**Breaks in the 2p spin-orbit splitting of Ge6+ to Ge21+**

The table holds the 2p splitting from configuration-averaged Dirac-Coulomb Hartree-Fock beside the first-order value (l+1/2)ζ, the eigenvalue and <r⁻³> from non-relativistic Hartree-Fock. The program fits the row-to-row steps as linear in the charge within the 3d and 3p subshells, extrapolates the lines to the changes of subshell, and also tests Z⁴ scaling with a charge from the eigenvalue, the hydrogenic Dirac ratio and a fit of the splitting to the first-order column. The splitting rises by 3.3 % while the binding rises by 54.7 %, and Z⁴ scaling predicts a factor of 2.39. At Ge14+→Ge15+ the steps of <r⁻³> and of the first-order value fall short of the 3p line by 1.72 bohr⁻³ and 0.055 eV, while the Dirac splitting stays on it within 0.002 eV, a pattern consistent with a 2p/3p rotation of about 0.002 rad. The splitting has a kink of 0.065 eV per step between the 3d and 3p lines, against 0.026 eV in first order, and the ratio of 1.050 to 1.055 exceeds the hydrogenic 1.035.

Ge6+ to Ge21+ in configuration-averaged Hartree-Fock at the basis-set limit (B-spline radial atomic code version 1): Dirac-Coulomb with a Fermi nucleus for the splitting, non-relativistic with a point nucleus for ε(2p), ζ and <r⁻³>. ζ is (α²/2)<(1/r) dV/dr>, with V the nuclear and Hartree field without the orbital's own charge; it has no exchange or spin-other-orbit part.

## Numerical check

```python
# Table: 2p shell of Ge6+..Ge21+, B-spline atomic code; Dirac-Coulomb HF splitting (config. average),
# first-order 1.5*zeta, eigenvalue and <r^-3> from non-relativistic HF. Tested: steps linear in charge
# within a subshell, breaks at shell changes, 2p/3p rotation, rivals (Z^4 from eps, hydrogenic ratio).
T = {
    'ion': ['Ge6+', 'Ge7+', 'Ge8+', 'Ge9+', 'Ge10+', 'Ge11+', 'Ge12+', 'Ge13+', 'Ge14+', 'Ge15+', 'Ge16+', 'Ge17+', 'Ge18+', 'Ge19+', 'Ge20+', 'Ge21+'],
    'Z': [32, 32, 32, 32, 32, 32, 32, 32, 32, 32, 32, 32, 32, 32, 32, 32],
    'charge': [6, 7, 8, 9, 10, 11, 12, 13, 14, 15, 16, 17, 18, 19, 20, 21],  # e
    'N': [26, 25, 24, 23, 22, 21, 20, 19, 18, 17, 16, 15, 14, 13, 12, 11],
    'configuration': ['[Ar] 3d8', '[Ar] 3d7', '[Ar] 3d6', '[Ar] 3d5', '[Ar] 3d4', '[Ar] 3d3', '[Ar] 3d2', '[Ar] 3d1', '[Ne] 3s2 3p6', '[Ne] 3s2 3p5', '[Ne] 3s2 3p4', '[Ne] 3s2 3p3', '[Ne] 3s2 3p2', '[Ne] 3s2 3p1', '[Ne] 3s2', '[Ne] 3s1'],
    'e_mean': [-1370.78, -1406.79, -1445.43, -1486.62, -1530.28, -1576.37, -1624.83, -1675.63, -1728.71, -1780.83, -1834.38, -1889.35, -1945.73, -2003.5, -2062.66, -2121.01],  # eV
    'split': [32.22, 32.21, 32.22, 32.22, 32.24, 32.26, 32.28, 32.32, 32.36, 32.47, 32.59, 32.72, 32.85, 33.0, 33.15, 33.29],  # eV
    'first_order': [30.55, 30.56, 30.57, 30.6, 30.62, 30.66, 30.7, 30.76, 30.82, 30.86, 30.96, 31.08, 31.2, 31.33, 31.47, 31.61],  # eV
    'ratio': [1.055, 1.054, 1.054, 1.053, 1.053, 1.052, 1.051, 1.051, 1.05, 1.052, 1.053, 1.053, 1.053, 1.053, 1.053, 1.053],
    'r_m3': [936.9, 937.3, 937.8, 938.5, 939.5, 940.6, 942.0, 943.7, 945.6, 946.5, 949.3, 952.4, 955.7, 959.2, 962.9, 966.6],  # bohr⁻³
}
import re
import numpy as np
from scipy.constants import alpha, physical_constants as pc
from scipy.integrate import quad
H = pc['Hartree energy in eV'][0]; mc2 = H/alpha**2
q = np.array(T['charge'], int); Z = T['Z'][0]
e, s, f, ra, r3 = (np.array(T[k], float) for k in ['e_mean', 'split', 'first_order', 'ratio', 'r_m3'])
occ = lambda c, l: int(re.search(l+r'(\d+)', c).group(1)) if l in c else 0
nd = np.array([occ(c, '3d') for c in T['configuration']], float)
cl = np.array([('[Ar]' in c) or occ(c, '3p') == 6 for c in T['configuration']], float)
c1 = 0.75*alpha**2*H
Zso, Zr, Ze = f/(c1*r3), (24*r3)**(1/3), np.sqrt(-8*e/H)
print(f"first->last row: |eps| {100*(e[-1]/e[0]-1):+.1f}%, split {100*(s[-1]/s[0]-1):+.2f}%, 1st order {100*(f[-1]/f[0]-1):+.2f}%, r-3 {100*(r3[-1]/r3[0]-1):+.2f}%")
print(f"rival Z^4 with Z from eps: Z {Ze[0]:.2f}->{Ze[-1]:.2f}, predicted factor {(Ze[-1]/Ze[0])**4:.2f}, table {s[-1]/s[0]:.3f}")
def fit(cols):
    A = np.array(cols).T; p = np.linalg.lstsq(A, s, rcond=None)[0]; return p, s-A@p
for n, c in [('k', [f]), ('k,b', [f, cl]), ('k,a', [f, nd]), ('k,a,b', [f, nd, cl])]:
    p, res = fit(c); w = np.argmax(abs(res))
    print(f"split=k*fo+a*nd+b*closed3p [{n}] {np.round(p,4)} rms {np.sqrt(np.mean(res**2)):.4f} eV, worst {T['ion'][w]} {res[w]:+.3f}")
print(f"rounding floor of that residual: rms {0.01/np.sqrt(6):.4f} eV, max about 0.010 eV")
print("ion nd Zso Z(r-3) | step from previous row: eps split fo (eV) r-3 (bohr^-3) | s/f resid(k,a,b; eV)")
for i, ion in enumerate(T['ion']):
    d = [x[i]-x[i-1] if i else np.nan for x in (e, s, f, r3)]
    print(f"{ion} {nd[i]:.0f} {Zso[i]:.2f} {Zr[i]:.3f} | {d[0]:.2f} {d[1]:+.2f} {d[2]:+.2f} {d[3]:+.1f} | {s[i]/f[i]:.4f} {res[i]:+.3f}")
qe = q[1:]; md = qe <= 14; mp = (qe >= 16) & (qe <= 20); B = {}
print("steps linear in charge; 3d fit to q<=14, 3p fit q=16..20 (14->15 left out: 3p6 closes over 2p6)")
for n, x, u in [('eps', e, .01), ('split', s, .01), ('fo', f, .01), ('r-3', r3, .1)]:
    d = np.diff(x); pd, pp = np.polyfit(qe[md], d[md], 1), np.polyfit(qe[mp], d[mp], 1)
    a15, a21 = d[qe == 15][0], d[qe == 21][0]
    ld, lp, l21 = np.polyval(pd, 15), np.polyval(pp, 15), np.polyval(pp, 21); B[n] = a15-lp
    rd, rp = np.std(d[md]-np.polyval(pd, qe[md])), np.std(d[mp]-np.polyval(pp, qe[mp]))
    print(f"{n}: mean step 3d {d[md].mean():.3f} 3p {d[mp].mean():.3f}; slope {pd[0]:.4f} {pp[0]:.4f}; rms {rd:.4f} {rp:.4f}; floor rms {u/6**.5:.4f}")
    print(f"  14->15 {a15:.3f}: 3d line {ld:.3f} ({a15-ld:+.3f}), 3p line {lp:.3f} ({a15-lp:+.3f}), 3p-3d {lp-ld:+.3f}; 20->21 {a21:.3f} vs {l21:.3f} ({a21-l21:+.3f})")
i = list(q).index(15); j = list(q).index(14)
print(f"r-3 deficit x Zso gives {B['r-3']*c1*Zso[i]:+.3f} eV, fo deficit {B['fo']:+.3f} eV ({100*B['fo']/f[i]:+.2f}%)")
print(f"3d range rise: split {s[j]-s[0]:.2f}, fo {f[j]-f[0]:.2f} eV; Ge14->20: split {s[-2]-s[j]:.2f}, fo {f[-2]-f[j]:.2f} eV")
dZ = np.diff(Zr); print(f"gain in Z(r-3) per electron: 3d {dZ[md].mean():.3f}, 3p {dZ[mp].mean():.3f}, 3s {dZ[-1]:.3f}")
def hyd(z):
    E = lambda k: mc2/np.sqrt(1+(z*alpha/(2-k+np.sqrt(k*k-(z*alpha)**2)))**2)
    return (E(2)-E(1))/(mc2*(z*alpha)**4/32)
print(f"hydrogenic Dirac/1st order: Z={Z} {hyd(Z):.4f}, Z={Zso.mean():.1f} {hyd(Zso.mean()):.4f}; table {ra.min():.3f}-{ra.max():.3f}")
# further output of the same calculation (atomic units)
r3_3p18, e2p18, e3p18, ir_3p18 = 199.0, -71.504, -25.581, 2.6216
ir_3d9, r_3d9, r_3p9, r3_3d9, r3_3p9 = 2.0896, 0.58654, 0.60199, 19.567, 144.45
br9, br18 = 0.093148-0.069325, 0.091408-0.06709
off = quad(lambda r: r*(1-r/6)*np.exp(-5*r/6)*8/324, 0, 200)[0]/np.sqrt(1/24/81)
th = abs(B['r-3'])/(2*off*np.sqrt(r3[i]*r3_3p18))
print(f"rotation (order of magnitude): hydrogenic off-diag/geom. mean {off:.2f}, theta {th:.4f} rad, theta^2*gap {th**2*(e3p18-e2p18)*H:.3f} eV")
k9, k18 = list(q).index(9), list(q).index(18)
print(f"<1/r> of removed electron vs eps step: 3d Ge9+ {ir_3d9*H:.1f} vs {e[k9]-e[k9+1]:.1f} eV; 3p Ge18+ {ir_3p18*H:.1f} vs {e[k18]-e[k18+1]:.1f} eV")
print(f"Ge9+ 3p/3d: <r> ratio {r_3p9/r_3d9:.2f}, <r-3> ratio {r3_3p9/r3_3d9:.1f}")
print(f"orbital Breit term, 2p1/2 minus 2p3/2: Ge9+ {br9*H:.2f}, Ge18+ {br18*H:.2f} eV (not in table)")
print(f"Dirac 2p3/2 over non-rel <r-3>: Ge9+ {958.19/938.55:.4f}, Ge18+ {975.9/955.67:.4f}")
assert e[-1]/e[0] > 1.5 and s[-1]/s[0] < 1.05
assert B['r-3'] < -1.0 and B['fo'] < -0.03
assert abs(B['split']) < 0.02 and abs(B['eps']) < 0.1
assert ra.min() > hyd(Z)
```

It prints:

```
first->last row: |eps| +54.7%, split +3.32%, 1st order +3.47%, r-3 +3.17%
rival Z^4 with Z from eps: Z 20.07->24.97, predicted factor 2.39, table 1.033
split=k*fo+a*nd+b*closed3p [k] [1.0527] rms 0.0359 eV, worst Ge14+ -0.084
split=k*fo+a*nd+b*closed3p [k,b] [ 1.0529 -0.0114] rms 0.0354 eV, worst Ge14+ -0.079
split=k*fo+a*nd+b*closed3p [k,a] [1.0522 0.007 ] rms 0.0301 eV, worst Ge14+ -0.069
split=k*fo+a*nd+b*closed3p [k,a,b] [ 1.0529  0.0176 -0.0819] rms 0.0097 eV, worst Ge15+ -0.023
rounding floor of that residual: rms 0.0041 eV, max about 0.010 eV
ion nd Zso Z(r-3) | step from previous row: eps split fo (eV) r-3 (bohr^-3) | s/f resid(k,a,b; eV)
Ge6+ 8 30.00 28.225 | nan +nan +nan +nan | 1.0547 -0.005
Ge7+ 7 30.00 28.229 | -36.01 -0.01 +0.01 +0.4 | 1.0540 -0.008
Ge8+ 6 29.99 28.234 | -38.64 +0.01 +0.01 +0.5 | 1.0540 +0.009
Ge9+ 5 30.00 28.241 | -41.19 +0.00 +0.03 +0.7 | 1.0529 -0.005
Ge10+ 4 29.99 28.251 | -43.66 +0.02 +0.02 +1.0 | 1.0529 +0.012
Ge11+ 3 29.99 28.262 | -46.09 +0.02 +0.04 +1.1 | 1.0522 +0.007
Ge12+ 2 29.99 28.276 | -48.46 +0.02 +0.04 +1.4 | 1.0515 +0.002
Ge13+ 1 29.99 28.293 | -50.80 +0.04 +0.06 +1.7 | 1.0507 -0.003
Ge14+ 0 29.99 28.312 | -53.08 +0.04 +0.06 +1.9 | 1.0500 -0.009
Ge15+ 0 30.00 28.321 | -52.12 +0.11 +0.04 +0.9 | 1.0522 -0.023
Ge16+ 0 30.01 28.349 | -53.55 +0.12 +0.10 +2.8 | 1.0526 -0.008
Ge17+ 0 30.03 28.380 | -54.97 +0.13 +0.12 +3.1 | 1.0528 -0.004
Ge18+ 0 30.04 28.413 | -56.38 +0.13 +0.12 +3.3 | 1.0529 -0.001
Ge19+ 0 30.05 28.447 | -57.77 +0.15 +0.13 +3.5 | 1.0533 +0.012
Ge20+ 0 30.07 28.484 | -59.16 +0.15 +0.14 +3.7 | 1.0534 +0.015
Ge21+ 0 30.09 28.520 | -58.35 +0.14 +0.14 +3.7 | 1.0531 +0.008
steps linear in charge; 3d fit to q<=14, 3p fit q=16..20 (14->15 left out: 3p6 closes over 2p6)
eps: mean step 3d -44.741 3p -56.366; slope -2.4349 -1.4020; rms 0.1269 0.0098; floor rms 0.0041
  14->15 -52.120: 3d line -55.698 (+3.578), 3p line -52.160 (+0.040), 3p-3d +3.538; 20->21 -58.350 vs -60.572 (+2.222)
split: mean step 3d 0.018 3p 0.136; slope 0.0067 0.0080; rms 0.0060 0.0040; floor rms 0.0041
  14->15 0.110: 3d line 0.047 (+0.062), 3p line 0.112 (-0.002), 3p-3d +0.065; 20->21 0.140 vs 0.160 (-0.020)
fo: mean step 3d 0.034 3p 0.122; slope 0.0077 0.0090; rms 0.0058 0.0037; floor rms 0.0041
  14->15 0.040: 3d line 0.069 (-0.029), 3p line 0.095 (-0.055), 3p-3d +0.026; 20->21 0.140 vs 0.149 (-0.009)
r-3: mean step 3d 1.088 3p 3.280; slope 0.2226 0.2200; rms 0.0584 0.0283; floor rms 0.0408
  14->15 0.900: 3d line 2.089 (-1.189), 3p line 2.620 (-1.720), 3p-3d +0.531; 20->21 3.700 vs 3.940 (-0.240)
r-3 deficit x Zso gives -0.056 eV, fo deficit -0.055 eV (-0.18%)
3d range rise: split 0.14, fo 0.27 eV; Ge14->20: split 0.79, fo 0.65 eV
gain in Z(r-3) per electron: 3d 0.011, 3p 0.033, 3s 0.036
hydrogenic Dirac/1st order: Z=32 1.0354, Z=30.0 1.0310; table 1.050-1.055
rotation (order of magnitude): hydrogenic off-diag/geom. mean 0.94, theta 0.0021 rad, theta^2*gap 0.006 eV
<1/r> of removed electron vs eps step: 3d Ge9+ 56.9 vs 43.7 eV; 3p Ge18+ 71.3 vs 57.8 eV
Ge9+ 3p/3d: <r> ratio 1.03, <r-3> ratio 7.4
orbital Breit term, 2p1/2 minus 2p3/2: Ge9+ 0.65, Ge18+ 0.66 eV (not in table)
Dirac 2p3/2 over non-rel <r-3>: Ge9+ 1.0209, Ge18+ 1.0212
```
